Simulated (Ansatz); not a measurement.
# LaS: the change of energy above lowest point and pressure with volume scale

All results are calculated (Ansatz 0.2.0). Free energy against uniform scaling of the volume at fixed shape and fractions; periodic cell, basis, potentials, k mesh and filling as listed.

The cell before it is scaled or strained (space group Fm-3m, No. 225):
```
cell vectors (Å)
   0.0000     2.9270     2.9270
   2.9270     0.0000     2.9270
   2.9270     2.9270     0.0000
atoms (fractions of the cell vectors)
La  0.00000  0.00000  0.00000
S   0.50000  0.50000  0.50000
```

Settings of every row: functional PBEsol; dispersion none; potentials PAW; wave cutoff 450 eV; density cutoff 1800 eV; k mesh 8x8x8; k shift 0x0x0; occupations fermi dirac; smearing width 0.15 eV; spin none.

Limits: coarse k mesh, up to 40 meV an atom off; odd electron count without spin.

| row | volume scale | V (Å³/atom) | energy above lowest point (meV/atom) | pressure (GPa) |
| --- | --- | --- | --- | --- |
| 1 | 0.9 | 22.569 | 49.3 | 8.79 |
| 2 | 0.925 | 23.196 | 21.4 | 5.52 |
| 3 | 0.95 | 23.823 | 5.5 | 2.67 |
| 4 | 0.975 | 24.45 | 0 | 0.21 |
| 5 | 1 | 25.077 | 3.5 | -1.93 |
| 6 | 1.025 | 25.703 | 14.8 | -3.79 |
| 7 | 1.05 | 26.33 | 32.8 | -5.4 |
| 8 | 1.075 | 26.957 | ? | ? |
| 9 | 1.1 | 27.584 | 85.7 | -7.99 |

Question: what energy above lowest point and pressure should row 8 give?

Worked fit of energy above lowest point. Take u = (V_r/V)^(2/3) − 1 with V_r = 24.764 Å³ an atom, which is twice the finite (Eulerian) strain; such expansions in the strain, on which the Birch-Murnaghan equation of state is built, carry the rest volume and the bulk modulus. The shown rows have u = 0.06383, 0.04457, 0.02616, 0.00854, -0.00834, -0.02451, -0.04005, -0.06937. Least squares give energy above lowest point = 0.71 − 210.6 × u + 14938 × u² + 4515 × u³ meV/atom; a parabola predicts inner rows, each left out in turn, worse (root mean square 0.34 against 0.018 meV/atom). All shown rows lie on it to the printed digit. Its lowest point lies at u = 0.0070, or V = 24.51 Å³ an atom, and the curvature there gives the bulk modulus at fixed shape and fractions, B = (4/9)(1 + u)² E″(u)/V = 88.6 GPa. The withheld row has u = -0.055, so the fit gives 0.71 − 210.6 × (-0.055) + 14938 × (-0.055)² + 4515 × (-0.055)³ = 56.7 meV/atom.

The calculation gave 56.7 meV/atom. The fit meets it to the printed digit.

Worked fit of pressure. Take u = (V_r/V)^(2/3) − 1 with V_r = 24.764 Å³ an atom, which is twice the finite (Eulerian) strain; such expansions in the strain, on which the Birch-Murnaghan equation of state is built, carry the rest volume and the bulk modulus. The shown rows have u = 0.06383, 0.04457, 0.02616, 0.00854, -0.00834, -0.02451, -0.04005, -0.06937. Least squares give pressure = −0.902 + 126.78 × u + 374.4 × u² + 285 × u³ GPa; a parabola predicts inner rows, each left out in turn, worse (root mean square 0.022 against 0.0052 GPa). The rows lie off it by 0.00, 0.00, -0.01, 0.00, 0.00, 0.00, 0.00, 0.00. The pressure vanishes at u = 0.0070, or V = 24.51 Å³ an atom, and there the bulk modulus at fixed shape and fractions is B = −V dP/dV = (2/3)(1 + u) dP/du = 88.6 GPa. The withheld row has u = -0.055, so the fit gives −0.902 + 126.78 × (-0.055) + 374.4 × (-0.055)² + 285 × (-0.055)³ = -6.79 GPa.

The calculation gave -6.79 GPa. The fit meets it to the printed digit.
